**Question: why does FCI give the Hartree-Fock ionisation energy for Ba⁺, and why do the functionals scatter so much?**

I have been looking at these scalar-relativistic results for removing the 6s electron from Ba⁺.

Ionisation energy of Ba+ ([Xe] 6s1 to [Xe]) as a difference of total energies, from PySCF 2.14.0 with unrestricted determinants, the aug-cc-pVTZ-X2C basis and the spin-free one-electron X2C Hamiltonian with a Gaussian nucleus. In the rows marked valence, all shells up to 5s2 5p6 are frozen. The tabulated value is the measured 10.004 eV.

```
         method          class  exact exchange, long range (%)  ionisation energy (eV)  less HF (eV)  less tabulated (eV)
             HF   Hartree-Fock                             100                    9.37          0.00                -0.64
            LDA            LDA                               0                   10.31          0.94                 0.31
            PBE            GGA                               0                   10.13          0.76                 0.12
           PBE0  global hybrid                              25                   10.00          0.63                -0.01
         r2SCAN       meta-GGA                               0                    9.80          0.43                -0.21
          M06-L       meta-GGA                               0                    9.29         -0.08                -0.72
        r2SCAN0  global hybrid                              25                    9.84          0.47                -0.17
            M06  global hybrid                              27                    9.73          0.36                -0.27
    MP2 valence  wave function                             n/a                    9.37          0.00                -0.64
SCS-MP2 valence  wave function                             n/a                    9.37          0.00                -0.64
   CCSD valence  wave function                             n/a                    9.37          0.00                -0.64
CCSD(T) valence  wave function                             n/a                    9.37          0.00                -0.64
  CCSDT valence  wave function                             n/a                    9.37          0.00                -0.64
    FCI valence  wave function                             n/a                    9.37          0.00                -0.64
```

Three things puzzle me. MP2, the coupled-cluster methods and FCI agree with each other and with HF, yet all of them are 0.64 eV under the tabulated measured value, and I thought FCI was exact. PBE0 is almost on the measured value, so is DFT simply better than FCI here? And the functionals seem to follow no order: exact exchange lowers PBE but raises r2SCAN, and M06-L even falls below HF. What is going on?

**Answer**

The column "less HF" is the ionisation energy of a method minus the HF value, and "less tabulated" is its error against the measured 10.004 eV. The share of exact exchange is the fraction of the exchange energy computed as in Hartree-Fock; below it is called a.

### Why six wave-function rows are one number

Correlation energy, in the sense of MP2 or coupled cluster, belongs to pairs of electrons that avoid each other better than a mean field allows. The label "valence" means that all shells up to 5s²5p⁶ are frozen. That leaves N = 1 active electron in Ba⁺ and N = 0 in Ba²⁺, and the number of pairs N(N−1)/2 is zero in both. Double and triple excitations cannot be formed. Single excitations of the 6s electron do nothing either, since the HF 6s orbital is already the best orbital in the field of the frozen core (Brillouin's theorem). All six methods must return the HF energy, and in this calculation they do so to every digit printed, 9.366532 eV.

These rows are therefore one result, and their agreement is no sign of convergence. "FCI valence" is the exact solution for one electron moving in a rigid HF core within this basis. It is exact for a problem from which the relevant physics has been removed. The same counting predicts the neighbouring case. Neutral Ba has two 6s electrons and one pair, so in its first ionisation the valence methods would leave HF; CCSD and FCI would still coincide, because CCSD is exact for two electrons, while MP2 would differ.

### What the frozen core leaves out

The gap between measurement and HF is 0.637 eV, or 6.4 % of the measured value. The standard cause for an s electron outside a large noble-gas core is core polarisation, the physical picture of core-valence correlation. No row of the table isolates it, so the attribution rests on theory and on a check of size.

An electron at distance r from the ion produces a field F = 1/r² (atomic units) at the core. A core of dipole polarisability α acquires a dipole αF, and the energy falls by αF²/2 = α/(2r⁴). The lowering exists only while the electron is there, so it stabilises Ba⁺ against Ba²⁺ and raises the ionisation energy. HF misses it because the core electrons respond only to the averaged charge cloud of the 6s electron. For an s orbital that cloud is spherical, and the averaged field has no direction along which a dipole could form. The true energy depends on the average of F², which is positive, while the mean field supplies the square of the average of F, which is zero. A difference of HF total energies does include the radial relaxation of the core and, in an unrestricted determinant, its spin polarisation. The dipole that follows the electron around needs two electrons excited at once, such as 6s → p together with 5p → d, and freezing 5p forbids exactly these excitations.

The size can be estimated without any fitted constant. The electron sees a core of net charge Z = 2, and the Rydberg formula I = Z²·13.606 eV/n*² defines an effective quantum number n*. The HF row gives n*² = 54.42/9.367 = 5.81, so n* = 2.410. The hydrogenic mean radius of an s state is 3n*²/(2Z) = 3 × 5.81/4 ≈ 4.4 bohr. With α ≈ 10 bohr³ for Ba²⁺, a rough recalled value, the lowering is 10/(2 × 4.4⁴) ≈ 0.013 hartree, about 0.4 eV. The HF row enters as input, and the measured value is not used.

A few tenths of an eV, with the right sign, is all that this estimate supports. Evaluating r⁻⁴ at the mean radius understates the weight of small radii, while the point-dipole formula overstates the attraction once the electron penetrates the 5p shell. The fourth power makes the result touchy: the whole gap would be reproduced at 3.8 bohr instead of 4.4. Core polarisation is thus large enough to be the main part of the gap, though the estimate cannot say how many per cent. In terms of n*, the measured level has 2.332, a shift of only −0.078, but I varies as n*⁻² and a small extra pull inward is expensive to omit.

Other contributions to the gap are limited by symmetry or sit in the settings. The levels are ²S₁/₂ and ¹S₀, so the first-order spin-orbit correction is zero, and there is no open p or d shell to distort the determinant. Scalar relativity, which contracts 6s, is in every row. Spin-orbit coupling beyond first order, Breit and QED terms are not in the energies, the one-electron X2C scheme leaves the repulsion between electrons without its scalar-relativistic correction, and the basis error is untested, so the 0.637 eV is correlation plus these remainders.

The ratio α/r⁴ gives the trend for related ions. The polarisability of the doubly charged core rises faster down the alkaline-earth group than even the fourth power of the valence radius, so the share of the ionisation energy lost by freezing the core should be smaller for the lighter ions, whose cores are small and stiff.

### Why the functionals are not competing with FCI

A density functional evaluates its correlation term on the whole density and has no frozen shells. The seven functionals all contain some account of the 6s-core correlation that the valence scheme excludes, and six of them lie above HF. Setting them against "FCI valence" compares an approximate treatment of all electrons with an exact treatment of one, and ranks nothing.

Two simple orderings fail. An unweighted least-squares line of ionisation energy against exact-exchange share, through HF and the seven functionals, leaves an rms residual of 0.29 eV, where the scatter about the plain mean is 0.33 eV. It must fail, because the four functionals without exact exchange span 1.02 eV among themselves. Accuracy does not climb with class either. The mean absolute error against measurement is 0.31 eV for LDA, 0.12 eV for the GGA, 0.46 eV for the two meta-GGAs and 0.15 eV for the three hybrids, with so few members per class that these figures describe this ion only.

### Opposite slopes from one rule

PBE0 differs from PBE, and r2SCAN0 from r2SCAN, only in that a quarter of the semilocal exchange is replaced by exact exchange. Since the energy is stationary in the orbitals, its derivative with respect to a is exact exchange minus semilocal exchange on the current orbitals. Let X be the amount by which semilocal exchange binds the 6s electron more strongly than exact exchange does, and C the amount by which the functional with full exact exchange lies above HF, which is essentially its correlation contribution. If the orbitals change little with a, the two effects add:

I(a) = I(HF) + (1 − a)·X + C

Two rows fix the two constants of a family. From PBE to PBE0 the energy shifts by −0.129 eV, so X = 0.129/0.25 = +0.52 eV, and C = 0.76 − 0.52 = +0.24 eV. From r2SCAN to r2SCAN0 the shift is +0.040 eV, so X = −0.16 eV and C = 0.43 + 0.16 = +0.59 eV. The shifts come from the same energies carried to more digits; the two decimals of the table would blur X by up to 0.04 eV, which changes neither sign.

Exact exchange has no direction of its own. It removes a fraction a of the exchange error of the parent, whichever sign that error has, and moves the result toward I(HF) + C. PBE exchange overbinds the 6s electron and its hybrid drops; r2SCAN exchange underbinds it slightly and its hybrid rises. The two parents are 0.33 eV apart (0.76 − 0.43) and the two hybrids 0.16 eV (0.63 − 0.47).

The two constants are not equally secure. X is the mean slope between a = 0 and a = 0.25 with its sign reversed, which the rows show directly. C needs the line to be carried from 25 % to 100 %, and since two points fix two constants, the four rows are reproduced by construction and linearity is not tested. A term c·a², from orbitals that change with a, would move C by 0.75c. The contrast of 0.35 eV between the two values of C would vanish only if the curvatures of the two families differed by 0.46 eV, nearly as much as the larger X, so the order of the two is more trustworthy than their second digits.

On this reading the success of PBE0 is a cancellation. Its correlation supplies 38 % of the gap, a shortfall of 0.39 eV, and three quarters of the exchange excess, 0.75 × 0.52 = 0.39 eV, fills the hole. The line crosses the measured value at 24 % exact exchange, next to the 25 % in the definition of PBE0. Some of this may be systematic: semilocal exchange and correlation holes are each too short-ranged, in ways that partly offset in their sum, so semilocal exchange can stand in for part of the correlation. That the offset is good to −0.006 eV is no proof of accuracy at that level: the basis and grid errors are untested, the Breit and QED terms are omitted, and any of these could be as large. The same quarter of exact exchange leaves r2SCAN0 0.17 eV low.

A low C for PBE is what theory suggests. The α/(2r⁴) attraction acts between a core and an electron that spends most of its time outside it, while a semilocal functional sees only the density and its derivatives at one point and can produce core-valence correlation only where 6s and the core overlap. Even the 0.24 eV need not all be of this kind, since PBE correlation does not vanish for a single electron and can keep some self-correlation of 6s. If overlap is all that a semilocal form can use, the r2SCAN value, 93 % of the gap, is surprisingly high. Its correlation vanishes for a one-electron density, so C should arise mainly in the overlap region. It may be that the kinetic-energy density lets it recognise that region better, but this is a guess, and one ion cannot tell a right mechanism from a fortunate number. What holds r2SCAN 0.21 eV under measurement is then mostly exchange, −0.16 eV against −0.05 eV from correlation, and its line would reach the measured value only at an unphysical 129 %.

### LDA and the Minnesota pair

LDA is the highest row, 0.31 eV above measurement and 0.18 eV above PBE. The uniform electron gas has a correlation energy even when fully spin-polarised, so LDA credits the lone 6s electron with correlation against itself in the outer region where it is alone. This lowers Ba⁺ and not Ba²⁺. The gradient term of PBE correlation removes much of the excess, which agrees with the sign of the step from LDA to PBE. The step also contains a change in exchange, and these rows do not separate the two, so the explanation is argued and not shown.

M06-L is the irregular row: 0.08 eV below HF, 0.72 eV below measurement, the largest error of the table, and 0.51 eV under the other meta-GGA. In the language above, X + C is slightly negative, so any positive correlation contribution is more than undone by exchange that binds the 6s electron too weakly. The cause is untested. A plausible guess is that a flexible form with many fitted coefficients is poorly constrained for a diffuse electron outside a heavy core; such forms are also known to be sensitive to the integration grid and basis, so part of the value may be an artefact of the settings. M06 lies 0.44 eV higher and still 0.27 eV under measurement. That step cannot be divided by 0.27 to give an X, because the two functionals were parametrised separately and differ in their semilocal exchange and correlation as well as in a.

### What would settle it

Before reading agreement among correlated methods as convergence, count the active electrons in both charge states; with fewer than two, the label on the row is irrelevant. For Ba⁺ the decisive test is to unfreeze 5s and 5p. The basis would have to change with it, because the contracted 9s8p6d3f set is built for valence correlation and may have too little freedom, above all in d and f functions, to describe a polarising 5p shell. The open question is how much of the 0.637 eV coupled cluster then recovers, and whether that share lands near the 0.59 eV that the r2SCAN pair ascribes to correlation.
